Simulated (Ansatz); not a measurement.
These are results of DFT PBE, scalar-relativistic, plane waves, PAW (Ansatz 0.2.0), not measurements. Settings: cutoff 420 eV, Γ-centred meshes spaced at most about 0.3 Å⁻¹, and about 0.25 Å⁻¹ or finer for metals (2π included), Gaussian smearing. Collinear spin in cells that started with moments and kept them past the coarse steps, no spin elsewhere.

Energies over the elements count from the elements' standard structures at the same level (N₂ as a molecule), with no fitted energy shifts.

A relaxed structure of AlCoC4N4 has 19.66 Å³/atom, +0.28 eV/atom against the elements, no gap on its mesh, a net moment of 0.20 μB/atom:

```
Al Co C N
1.0
     5.81467    0.00000    0.00000
     0.00000    5.81467    0.00000
     0.00000    0.00000    5.81467
Al Co C N
1 1 4 4
Cartesian
  0.0000 0.0000 0.0000
  2.9073 2.9073 2.9073
  1.1350 1.1350 1.1350
  1.1350 4.6797 4.6797
  4.6797 1.1350 4.6797
  4.6797 4.6797 1.1350
  1.8101 1.8101 1.8101
  1.8101 4.0046 4.0046
  4.0046 1.8101 4.0046
  4.0046 4.0046 1.8101
```

Question: Cu takes the place of Co on the same sites, and the cell is relaxed. What changes?

Answer: AlCuC4N4 has a = 5.864 Å: 20.17 Å³/atom, +0.220 eV/atom against the elements, a gap of 3.02 eV on its mesh. The volume per atom changes by +2.6 % and the formation energy by -0.06 eV/atom (from unrounded values). The gap opens. The moments change too, so the valence or magnetic state isn't the same. Covalent radii: Co 1.26 Å, Cu 1.32 Å; electronegativities 1.88 and 1.90. The cell follows the size of the atom. Around Al lie 4 C at 1.97 Å; around Cu lie 4 N at 1.94 Å; around C lie 1 N at 1.16 Å and 1 Al at 1.97 Å; around N lie 1 C at 1.16 Å and 1 Cu at 1.94 Å.

```cif
data_structure
_symmetry_space_group_name_H-M 'P-43m'
_symmetry_Int_Tables_number 215
_cell_length_a 5.8645
_cell_length_b 5.8645
_cell_length_c 5.8645
_cell_angle_alpha 90.000
_cell_angle_beta 90.000
_cell_angle_gamma 90.000
_cell_volume 201.69
loop_
_atom_site_label
_atom_site_type_symbol
_atom_site_symmetry_multiplicity
_atom_site_Wyckoff_symbol
_atom_site_fract_x
_atom_site_fract_y
_atom_site_fract_z
_atom_site_occupancy
Al1 Al 1 a 0.00000 0.00000 0.00000 1
Cu1 Cu 1 b 0.50000 0.50000 0.50000 1
C1 C 4 e 0.19399 0.19399 0.19399 1
N1 N 4 e 0.30859 0.30859 0.30859 1
```

The two cells were relaxed from separate starts that ended on the same group and sites; neither need be the stable form of its compound. Kohn–Sham gaps at this level usually fall short of measured ones. In such compounds of Co a zero gap at this level may well be an artefact, since no Hubbard U is applied. The reference form of C is held partly by dispersion forces, which this level lacks. The magnetic state reached may not be the lowest. Cells relaxed within their symmetry can be saddle points. Some types were kept out of the candidates beforehand, so the set may lack a known form.

The opening of the gap is mainly a matter of electron count. With Al(III) and four cyanide anions, charge balance makes the substituted metal monovalent. Cu(I) then has a full 3d shell, whereas Co(I) has holes in the t2 set of its tetrahedral site, which accounts for both the moment and the states at the Fermi level.

The coordinates show the Al–C distance almost unchanged, so the expansion lies chiefly in the metal–nitrogen link. Filling the t2 orbitals, which are antibonding towards nitrogen, probably contributes alongside the larger radius of Cu. The lower formation energy doesn't show that Cu–N bonds are stronger than Co–N bonds, since it also contains the difference in cohesion between the two metals. Both compounds remain uphill from the elements, in keeping with the great stability of N₂ and graphite.

The cyanide orientation is chemically unexpected: Cu(I) usually prefers the carbon end and Al(III), a harder acid, the nitrogen end. This suggests that the reversed linkage isomer could lie lower for the Cu compound.
